## Question

The anion in the table contains a five-membered ring of two carbons, two oxygens and one boron. Each carbon also carries a carbonyl oxygen that points out of the ring, and the boron carries one fluorine and one hydrogen. One electron is removed from the isolated anion while the nuclei stay in place, which leaves a neutral radical. The column "fukui minus" gives the electronic charge $f^-_A$ that atom $A$ loses; over all atoms these losses add up to one electron within rounding.

PySCF 2.14.0 calculation with the wB97X functional and the def2-svpd basis for the isolated anion C2HBFO4 (charge −1 e, singlet) at its GFN2-xTB geometry. Fukui minus is the Hirshfeld-condensed electron loss of each atom when one electron is removed at fixed nuclei, leaving the neutral doublet radical.

| row | fukui minus (e) | computed element |
| --- | --- | --- |
| 1 | 0.241 | O |
| 2 | 0.086 | C |
| 3 | 0.101 | O |
| 4 | 0.047 | B |
| 5 | 0.040 | F |
| 6 | 0.101 | O |
| 7 | 0.086 | C |
| 8 | 0.241 | O |
| 9 | 0.055 | H |

Rows 1 and 8 are the carbonyl oxygens, rows 2 and 7 the carbons, and rows 3 and 6 the ring oxygens. Before the removal, the Hirshfeld charges are about −0.34 e on each carbonyl oxygen, −0.25 e on fluorine, −0.20 e on each ring oxygen and −0.12 e on hydrogen. Carbon and boron are positive.

Three explanations of the pattern are proposed:

- **Charge:** the electron comes from the atoms that hold the most negative charge.
- **Hydride:** the electron comes from the B–H bond, as in a borohydride reducing agent.
- **Orbital:** the electron comes from the highest occupied molecular orbital (HOMO), wherever that orbital lies.

The computed shares of the HOMO are 0.295 on each carbonyl oxygen, 0.098 on each carbon, 0.078 on each ring oxygen, 0.028 on hydrogen, 0.024 on boron and 0.006 on fluorine.

(a) Turn the charge explanation into a numerical rule and test it.
(b) Decide between the hydride and the orbital explanation.
(c) Account for what the better explanation leaves over.

## Model answer

**(a)** The simplest charge rule lets each negative atom lose a fraction of the electron equal to its share of all the negative charge. For a carbonyl oxygen this gives 0.234 e, and the table has 0.241 e. Judged by the largest entry alone, the rule looks excellent.

Fluorine exposes it. The rule gives this atom 0.174 e, more than four times the computed 0.040 e. Fluorine is more negative than a ring oxygen, yet it loses less than half as much. The carbons, which should lose nothing because they are positive, lose 0.086 e each.

Over all nine atoms the typical (root-mean-square) miss of the charge rule is 0.065 e. Spreading the loss evenly, with no chemistry at all, misses by 0.073 e. The rule therefore knows little more about the molecule than the number of its atoms.

The reason is that an atomic charge counts all electrons, whereas ionisation takes the one that is easiest to remove. A strongly electronegative atom gathers charge because its nucleus binds electrons tightly, and for the same reason it does not give them up readily. Fluorine's lone pairs lie deep in energy, so its negative charge is a poor guide to what it will lose.

**(b)** If the B–H bond were the source, boron and hydrogen should carry most of the loss. Together they lose 0.102 e, while the two carbonyl oxygens lose 0.482 e. The HOMO agrees, with only 0.052 of its weight on boron and hydrogen. For removal at fixed nuclei the hydride explanation fails, although this does not settle which bond would break once the atoms start to move.

The picture behind it is sound in its own place. In the plain borohydride ion every occupied valence orbital is a B–H bonding orbital, so the electron has no other source. Here the carbonyl groups offer lone pairs as well, and the electronegative neighbours of boron should pull the B–H level down. That argument comes from general bonding theory; the calculation shows its outcome, a HOMO centred on the carbonyl oxygens.

The orbital explanation becomes a rule in two steps. In a calculation of this kind the electron density is a sum over occupied orbitals. If all orbitals kept their shape, removing one electron would subtract exactly the density of the HOMO:

$$f^-_A \approx h_A ,$$

where $h_A$ is the fraction of the HOMO on atom $A$. Nothing is fitted.

This rule misses by 0.033 e, half as much as the charge rule. It puts the carbonyl oxygens first and gives fluorine next to nothing. Its weak point is the top of the list, where it gives 0.295 e for each carbonyl oxygen instead of 0.241 e. The electron thus leaves mainly from the carbonyl end, but the loss is less concentrated there than the orbital is.

Theory makes this HOMO plausible. A carbonyl oxygen is bonded to one atom only and keeps lone pairs that take little part in bonding, so they stay high in energy. A ring oxygen is bonded to two atoms, and its electrons are held more firmly by those bonds. The two carbonyl oxygens share the orbital equally because the molecule has a mirror plane. The radical was not tested for a lower solution with the hole on one side, so the equal split belongs to the solution found here.

**(c)** What remains is relaxation: the other electrons respond to the hole. Its presence is visible directly, because in some regions the density rises when the electron is removed, by about 0.23 e in total. Subtracting a frozen orbital could only lower the density.

The atoms far from the carbonyl groups show what the response does. Boron, fluorine and hydrogen together hold 0.058 of the HOMO and 0.029 of the radical's unpaired spin, yet they lose 0.142 e. Most of their loss therefore does not mean that the hole sits on them. The natural reading is electrostatic: the hole attracts the remaining electrons, each bond and lone pair shifts a little towards it, and the far side of the molecule is left short of electrons.

A crude model of this keeps part of the HOMO pattern and spreads the rest evenly over the nine atoms:

$$f^-_A \approx (1-a)\,h_A + \frac{a}{9}.$$

The total remains one electron for any $a$. A least-squares fit to the six atoms that are not mirror copies of one another gives $a \approx 0.30$. For fluorine, with $h_A = 0.006$, the estimate is

$$0.70 \times 0.006 + \frac{0.30}{9} \approx 0.004 + 0.033 \approx 0.04\ \text{e},$$

which agrees with the table. Fluorine was part of the fit, so this illustrates the model and does not test it. Nearly all of the estimate comes from the second term, the response of the other electrons.

The typical miss falls to about 0.01 e, at the price of one fitted constant. The model still gives the carbons too much and the ring oxygens too little, and so puts these two kinds of atom in the wrong order. An even spread ignores how easily each atom's electrons shift and how far it is from the hole. The constant $a$ describes this one pattern and should not be read as a measured strength of screening. The printed analysis after this text compares the charge and HOMO rules with the loss atom by atom.

## Remarks on the reasoning

**Test an explanation where it disagrees with the others.** The charge and orbital explanations both put the carbonyl oxygens first, so the largest entry cannot separate them. On that entry the wrong explanation even comes closer. Fluorine decides, because it is rich in charge and poor in HOMO. A candidate who checks only the leading atom will choose the wrong cause with good numerical support.

**Know what the orbital rule proves.** The HOMO comes from the same calculation as the losses, and whatever it leaves over is relaxation by construction, apart from the way the density is divided among atoms. The agreement is therefore no independent confirmation. What the numbers do settle is that relaxation, though substantial, leaves the orbital's pattern recognisable.

**Do not rank near-equal atoms.** Ring oxygen loses slightly more than carbon, but the HOMO shares have the opposite order. Boron, fluorine and hydrogen also lie close together. Another way of dividing the density could reorder such values, whereas the lead of the carbonyl oxygens is more than a factor of two.

**Carry the method over, not the answer.** For a related anion, first ask which electrons are least tightly held, and place most of the loss there. Then move part of it outwards to the rest of the molecule. In borohydride the first step leads to the B–H bonds; here it leads to the carbonyl oxygens. Atomic charges also point to the carbonyl oxygens here, but they would have put fluorine second, where the computed loss is the smallest of all.

Printed output of the fit:

```
Loss per atom and the rival rules (e):
  row   loss  HOMO share  radical spin  charge rule  HOMO rule less loss  charge rule less loss
    1  0.241       0.295         0.354       0.2339                0.054              -0.007074
    2  0.086       0.098         0.058            0                0.012                 -0.086
    3  0.101       0.078         0.074       0.1375               -0.023                0.03648
    4  0.047       0.024         0.009            0               -0.023                 -0.047
    5   0.04       0.006         0.002       0.1737               -0.034                 0.1337
    6  0.101       0.078         0.074       0.1375               -0.023                0.03648
    7  0.086       0.098         0.058            0                0.012                 -0.086
    8  0.241       0.295         0.354       0.2339                0.054              -0.007074
    9  0.055       0.028         0.018      0.08345               -0.027                0.02845
fit of moved on 6 rows (uniq > 0): coefficient of spread 0.3028 +/- 0.038; rms 0.00862, worst 2 0.016, leave-one-out rms 0.00887
  rows outside the fit (model, value, miss): 6 0.01002, 0.023, -0.013; 7 0.00397, -0.012, 0.016; 8 -0.05567, -0.054, -0.00167
Loss on the two carbonyl O together (e): 0.482
HOMO share on the two carbonyl O together: 0.59
Radical spin on the two carbonyl O together: 0.708
Loss on the two C=O groups together (e): 0.654
Loss on B and H together (e): 0.102
HOMO share on B and H together: 0.052
Loss on B, F and H together (e): 0.142
HOMO share on B, F and H together: 0.058
Radical spin on B, F and H together: 0.029
Charge rule over computed loss at F (ratio): 4.343
Rms miss of an even spread, all atoms (e): 0.07267
Rms miss of the charge rule, all atoms (e): 0.06537
Rms miss of the HOMO rule, all atoms (e): 0.03265
Rms miss of HOMO plus even spread, all atoms (e): 0.009842
```
